## Why the real part of a metal's dielectric function changes sign four times

The row at 3.1 eV looks wrong. Free carriers make the real part ε1 of a metal's dielectric function large and negative at low photon energy E, and ε1 should then climb through zero once. In this PBE calculation for cubic Ga2O it is positive from 0.9 to 2.9 eV, falls to −1.13 at 3.1 eV, and changes sign twice more. The imaginary part ε2 measures absorption.

Two sizes organise the spectrum. The free carriers contribute about −10/E² with E in eV, which is of order −1000 in the first row and −1 near 3 eV. Transitions between bands contribute to ε1 an amount of order 10 and of either sign. Carriers therefore dominate the lowest rows and interband transitions most of the others; near 3.3 eV, where the interband part nearly cancels the 1 of empty space, the carriers count again.

Independent-particle dielectric function of cubic Ga2O (Fm-3m, a = 5.957 Å), without local fields or excitons, from Ansatz 0.2.0 (PBE, scalar-relativistic plane-wave PAW, no spin polarisation, cutoff 420 eV, Fermi-Dirac smearing 0.15 eV). The k mesh is 12×12×12, and 20×20×20 for the optics, which use Gaussian broadening of 0.1 eV and an undamped Drude term.

```csv
photon energy (eV),dielectric imaginary xx,dielectric real xx
0.1,17.7,-938
0.3,20.7,-78.9
0.5,19.3,-16.2
0.7,18.2,-1.11
0.9,18.1,3.00
1.1,15.5,4.09
1.3,13.9,5.68
1.5,13.4,6.82
1.7,13.6,6.88
1.9,12.9,7.08
2.1,13.3,7.45
2.3,14.0,7.30
2.5,14.9,7.02
2.7,17.6,5.58
2.9,17.1,0.82
3.1,14.0,-1.13
3.3,11.8,-1.02
3.5,10.3,-0.70
3.7,9.41,-0.03
3.9,8.93,0.83
4.1,9.26,2.33
4.3,11.9,1.75
4.5,12.2,0.51
4.7,13.4,-2.06
4.9,11.7,-3.60
5.1,10.4,-6.23
5.3,7.36,-5.96
5.5,5.94,-5.03
5.7,5.51,-3.86
5.9,5.83,-3.68
6.1,6.06,-4.22
6.3,4.51,-4.96
6.5,4.12,-4.10
6.7,3.31,-4.92
6.9,2.36,-3.75
7.1,2.51,-3.40
7.3,2.21,-3.17
7.5,2.08,-2.96
7.7,1.82,-2.87
7.9,1.58,-2.65
```

### Bare free carriers

An undamped electron gas of density n obeys m·dv/dt = −eF in a field F, which gives ε1 = 1 − Ep²/E² with Ep² = ħ²ne²/(ε0m). The same calculation gives Ep² = 9.87 eV², so Ep = 3.14 eV, the response of only 0.38 free electrons per cell. It is tempting to read the crossing at 2.98 eV as this plasma edge.

The direction of the crossing refutes that reading. The Drude term −Ep²/E² can only rise with E, and between 2.5 and 3.1 eV it rises by 0.55 while ε1 falls by 8.15. The formula also gets the sign of ε1 right in only 9 of the 40 rows.

### Carriers in a constant background

The usual repair replaces the 1 by a constant εb for the polarisable bound electrons, which moves the single zero to Ep/√εb. Subtracting the Drude term from each row gives the background that the row would need. This remainder is 49 at 0.1 eV and −5.9 at 5.1 eV, with a dip and a recovery in between. No constant can stand for it, and one constant yields one crossing where the table has four.

### Carriers plus a dispersive interband part

A transition at energy E′ acts as an oscillator and adds to ε1 a term proportional to 1/(E′² − E²). Driven below resonance it follows the field and adds positively; driven above, it lags by half a cycle and subtracts. Summing over all transitions, weighted by their absorption, gives the Kramers–Kronig form, where P marks the principal value:

ε1(E) = 1 − Ep²/E² + (2/π) P∫ E′ε2(E′)/(E′² − E²) dE′

Crossing a peak of ε2 turns its oscillators from helpers into opponents, so the interband part of ε1 drops there if the peak is strong enough, which the one at 7.1 eV is not. Across the maxima at 0.3 and 1.7 eV that part does drop, but the Drude term rises by more, so ε1 climbs. The steepest fall in the table, by 4.76, comes just after the peak at 2.7 eV, and the next two lie on either side of the peak at 4.7 eV. The interband oscillators are strong: the tabulated ε2 holds a weight of about 5.8 electrons per cell, some fifteen times that of the carriers. Nearly parallel bands are the standard source of such peaks; that they cause these ones is untested.

For the row at 3.1 eV the integral was split at two minima of ε2 and at the last row, with 0.15 added for unsolved high bands:

- Drude term: −9.87/3.1² = −1.03
- empty space and interband part: 1 + 0.15 − 2.23 (below 1.9 eV) − 4.66 (1.9–3.9 eV) + 5.55 (3.9–7.9 eV) + 0.40 (above) = 0.21
- sum: −0.82, against −1.13 in the table

The two lower windows, led by the one that holds the 2.7 eV peak, subtract slightly more than the higher absorption adds. With the 1 of empty space the sum is close to zero, and the Drude term supplies the remaining depth of about −1. The two effects add: the fall is interband, while the clearly negative sign at 3.1 to 3.5 eV needs the carriers. At 5.1 eV the carriers give only −0.38 of −6.23, so the negative region from 4.7 eV upward is interband.

The analysis printed below compares the three descriptions. Only εb was adjusted to ε1, as the mean remainder of all rows; the integral uses the tabulated ε2 and a power-law tail whose weight comes from the calculation's sum rule, so the worked row's ε1 did not enter it. From 0.5 eV up, the rms deviation from the tabulated ε1 is about 7.6 for both simple pictures and 0.26 for the integral, whose one sign error is the insignificant −0.03 at 3.7 eV. Since the calculation itself obtains ε1 from a Drude term and this same relation, the agreement validates the bookkeeping of the parts, not the physics. Most deviations exceed the rounding and most are negative, so the 0.15 for unsolved bands or the tail may be too large. From 0.5 eV up the largest lie on the peaks of ε2 or their flanks, which rows spaced wider than the broadening sample coarsely.

### What the crossings mean

A zero of ε1 is a sharp plasmon only if ε2 is small there, because the loss function ε2/(ε1² + ε2²) equals 1/ε2 at the zero. At the four crossings it lies between 0.055 and 0.106, below the 0.166 of the last row. None is a sharp plasmon. The first, at 0.75 eV, is the carrier edge pushed down from Ep by interband screening and smothered by absorption.

That first zero lies where the remainder times E² equals Ep². With the interband part held fixed, doubling Ep² to 19.7 eV² would move it to about 1.3 eV, where 11.52 × 1.3² = 19.5. In the table the mirror-like regime, with −ε1 more than three times ε2, is confined to the first two rows.

Those rows are the least secure. The Drude term is undamped, so their ε2 is purely interband, smeared by broadening, and a real metal would absorb more; transitions of such low energy can only join states near the Fermi level, but which bands they join was not examined. The metal exists through a band overlap of 1.04 eV, which PBE commonly exaggerates, and probably Ep with it; the run's own estimate of the error in the Drude weight is about 1 %, but the run also warns that this metal is sensitive to the k mesh, and no second mesh is compared here to test Ep or the lowest rows. Spin polarisation was excluded and the stability of this cell is untested, so the crossings describe this model state rather than a proven material.

Numerical output:

```
Ep 3.14 eV = 0.378 free e/cell; Ep^2 from rows 0.1, 0.3: 9.66 vs run 9.87 eV^2 (-2.1 %)
interband weight: 5.79 e/cell up to 7.9 eV, run total 8.87; tail exponent 2.78
static interband value: integral 55.9, run 59.2
E/eV Drude rem=e1-Drude KK rem-KK loss (two rows per line)
0.1 -986.91  48.91  48.49  0.42 0.000 | 4.1   -0.59   2.92   2.83  0.09 0.102
0.3 -109.66  30.76  31.69 -0.93 0.003 | 4.3   -0.53   2.28   2.48 -0.19 0.082
0.5  -39.48  23.28  23.57 -0.30 0.030 | 4.5   -0.49   1.00   0.94  0.06 0.082
0.7  -20.14  19.03  19.23 -0.20 0.055 | 4.7   -0.45  -1.61  -1.23 -0.38 0.073
0.9  -12.18  15.18  15.37 -0.19 0.054 | 4.9   -0.41  -3.19  -3.57  0.38 0.078
1.1   -8.16  12.25  12.50 -0.26 0.060 | 5.1   -0.38  -5.85  -5.12 -0.73 0.071
1.3   -5.84  11.52  11.65 -0.13 0.062 | 5.3   -0.35  -5.61  -5.55 -0.06 0.082
1.5   -4.39  11.21  11.27 -0.07 0.059 | 5.5   -0.33  -4.70  -4.54 -0.17 0.098
1.7   -3.41  10.29  10.47 -0.18 0.059 | 5.7   -0.30  -3.56  -3.60  0.05 0.122
1.9   -2.73   9.81   9.90 -0.09 0.060 | 5.9   -0.28  -3.40  -3.29 -0.11 0.123
2.1   -2.24   9.69   9.76 -0.07 0.057 | 6.1   -0.27  -3.95  -4.01  0.06 0.111
2.3   -1.87   9.17   9.27 -0.11 0.056 | 6.3   -0.25  -4.71  -4.38 -0.33 0.100
2.5   -1.58   8.60   8.75 -0.15 0.055 | 6.5   -0.23  -3.87  -4.16  0.30 0.122
2.7   -1.35   6.93   6.46  0.47 0.052 | 6.7   -0.22  -4.70  -4.14 -0.56 0.094
2.9   -1.17   1.99   2.48 -0.48 0.058 | 6.9   -0.21  -3.54  -3.56  0.01 0.120
3.1   -1.03  -0.10   0.21 -0.31 0.071 | 7.1   -0.20  -3.20  -3.03 -0.18 0.141
3.3   -0.91  -0.11  -0.10 -0.01 0.084 | 7.3   -0.19  -2.98  -2.85 -0.13 0.148
3.5   -0.81   0.11   0.22 -0.11 0.097 | 7.5   -0.18  -2.78  -2.66 -0.13 0.159
3.7   -0.72   0.69   0.81 -0.12 0.106 | 7.7   -0.17  -2.70  -2.51 -0.20 0.158
3.9   -0.65   1.48   1.64 -0.16 0.111 | 7.9   -0.16  -2.49  -2.27 -0.22 0.166
B: background 4.35 (all rows), zero 1.51 eV; with static value zero 0.41 eV
A bare: rms(E>=0.5) 7.55, worst +22.28 at 0.5; 0.1: +47.9, 0.3: +29.8; signs right 9/40
B constant: rms(E>=0.5) 7.64, worst +18.93 at 0.5; 0.1: +44.6, 0.3: +26.4; signs right 15/40
C linear: rms(E>=0.5) 0.26, worst -0.73 at 5.1; 0.1: +0.4, 0.3: -0.9; signs right 39/40
C spline: rms(E>=0.5) 0.23, worst -0.65 at 5.1; 0.1: -1.0, 0.3: +0.7; signs right 39/40
linear vs spline rms 0.12; rounding of e1: 0.5 (0.1), 0.05 (0.3, 0.5), 0.005 (rest)
e1 = 0 near 0.75 eV: e2 18.2, loss 0.055, Drude -17.36
e1 = 0 near 2.98 eV: e2 15.8, loss 0.063, Drude -1.11
e1 = 0 near 3.71 eV: e2 9.4, loss 0.106, Drude -0.72
e1 = 0 near 4.54 eV: e2 12.4, loss 0.080, Drude -0.48
remainder changes sign after rows: [2.9, 3.3, 4.5]
2.5->3.1 eV: e1 -8.15, Drude +0.55, remainder -8.70, KK -8.54
4.1->5.1 eV: e1 -8.56, Drude +0.21, remainder -8.77, KK -7.95
e2 maxima at [0.3, 1.7, 2.7, 4.7, 6.1, 7.1] eV
steepest e1 falls: ['2.7->2.9: -4.76', '4.9->5.1: -2.63', '4.5->4.7: -2.57', '2.9->3.1: -1.95']
KK parts from e2 in 0-1.9, 1.9-3.9, 3.9-7.9 eV, tail:
  at 0.7 eV: +7.74 +6.72 +3.25 +0.36
  at 3.1 eV: -2.23 -4.66 +5.55 +0.40
  at 5.1 eV: -0.72 -2.91 -3.13 +0.49
  at 6.9 eV: -0.38 -1.25 -3.83 +0.75
largest loss 0.166 at 7.9 eV
```
